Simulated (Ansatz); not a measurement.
**Redistribution: C2H8O2Si2 + C2H10Si2 → C2H10OSi3 + C2H8OSi**

Species: C2H8O2Si2 `C=C[Si](O)(O)[SiH3]`, singlet; C2H10Si2 `CC[SiH2][SiH3]`, singlet; C2H10OSi3 `C=C[Si](O)([SiH3])[SiH3]`, singlet; C2H8OSi `CC[SiH2]O`, singlet. The partners trade OH for SiH3; both sit on Si, so the bond types are kept.

Shapes, held fixed at every level: PBE0-D4/def2-TZVP. Flexible molecules stand in one conformer, not always the lowest. Programs: Ansatz 0.2.0. Electronic energies: no zero-point or thermal term.

```tsv
level	kind	ΔE (kJ/mol)	less CCSD(T)/CBS estimate
HF/def2-TZVPP	Hartree–Fock	+24.6	+0.8
r2SCAN-D4/def2-TZVPP	meta-GGA	+23.3	-0.5
B3LYP-D4/def2-TZVPP	global hybrid	+22.2	-1.6
wB97M-V/def2-TZVPP	range-separated hybrid	+24.6	+0.8
wB97X-V/def2-TZVPP	range-separated hybrid	+24.8	+1.0
B2PLYP/def2-TZVPP	double hybrid	+23.3	-0.5
CCSD(T)/CBS estimate	coupled cluster or CI	+23.8	0.0
```

The highest level, CCSD(T)/CBS estimate, gives ΔE = +23.8 kJ/mol; the levels span +22.2 to +24.8. The column of differences is taken from that level and isn't an error. No measured value is set beside it here. The CBS estimate extrapolates MP2 from def2-TZVPP and def2-QZVPP and adds CCSD(T) − MP2 in the triple-zeta set, cores frozen.

The exchange is uphill at every level, so the electronic energy favours keeping both hydroxyl groups on the vinyl-bearing silicon over giving each silicon one. Since the numbers of Si–O and Si–Si bonds don't change, the +23.8 kJ/mol reflects how the substituents influence one another, not a difference in bond type. The preference probably has the same origin as the anomeric effect: oxygen lone pairs donate into the polar σ* orbital of the neighbouring Si–O bond, and a silicon made more positive by one oxygen binds the second more strongly. A silyl group, electropositive and without lone pairs, can't take either part in this.

Hartree–Fock already gives nearly the full reaction energy, which suggests that the preference is mainly electrostatic and delocalising in nature, with correlation contributions largely cancelling between the two sides. The sign is therefore secure for these structures, but a single exchange can't separate the geminal Si(OH)₂ stabilisation from the effect of having vinyl on one silicon and ethyl on the other.
